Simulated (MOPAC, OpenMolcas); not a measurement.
**CH2F2N (SMILES N[C](F)F): methods side by side**

CH2F2N has 6 atoms, charge 0, and is taken as a doublet. As SMILES, `N[C](F)F`. Geometry: relaxed at GFN2-xTB. This is one conformer, not always the lowest.

```xyz
6

N    -0.0557    0.7652    0.1623
C    -0.4301   -0.5459   -0.0077
F     0.1592   -1.4437    0.8161
F    -0.3842   -1.0045   -1.2770
H     0.2079    1.2697   -0.6736
H     0.5029    0.9593    0.9799
```

Quantity: the dipole moment, in D. The values are calculated.

```csv
level,kind,program,value (D),CPU time
PM3,semi-empirical,MOPAC,2.59,under 2 s
PM6,semi-empirical,MOPAC,2.88,under 2 s
PM6-ORG,semi-empirical,MOPAC,2.92,under 2 s
PM7,semi-empirical,MOPAC,2.97,under 2 s
UHF/STO-3G,Hartree–Fock,OpenMolcas,1.73,1.7 s
UHF/3-21G,Hartree–Fock,OpenMolcas,2.77,2 s
UHF/def2-SVP,Hartree–Fock,OpenMolcas,2.72,4.1 s
USVWN5/3-21G,LDA,OpenMolcas,2.88,8.4 s
UPBE/pcseg-1,GGA,OpenMolcas,2.66,26 s
UB3LYP/6-31G* (spherical functions),global hybrid,OpenMolcas,2.55,24 s
```

The values span 1.73 to 2.97 D. Sets without polarisation functions give poor dipoles. Times are those of the runs behind each value, whatever else they computed, on shared processors of several kinds: orders of magnitude only.

The radical is clearly polar at every level, and the only marked outlier is UHF/STO-3G at 1.73 D; the other values lie between 2.55 and 2.97 D. The polarity comes from the electron-withdrawing fluorines at one end and the amino group, with its positively charged hydrogens, at the other. Nitrogen lone-pair donation towards the radical carbon probably reinforces this charge separation. A minimal basis gives fluorine too little radial freedom to hold the extra density, which makes the C–F bonds too covalent. Splitting the valence shell restores most of the missing moment, as the rise to 2.77 D with 3-21G shows.

Hartree–Fock usually exaggerates bond polarity, and UHF/def2-SVP does lie above the two gradient-corrected functionals. However, UB3LYP falls below UPBE instead of between it and Hartree–Fock, which suggests that the differing basis sets matter as much as exchange and correlation here. The close agreement among most levels supports the approximate size of the dipole, but without a reference value it does not establish which method is most accurate.
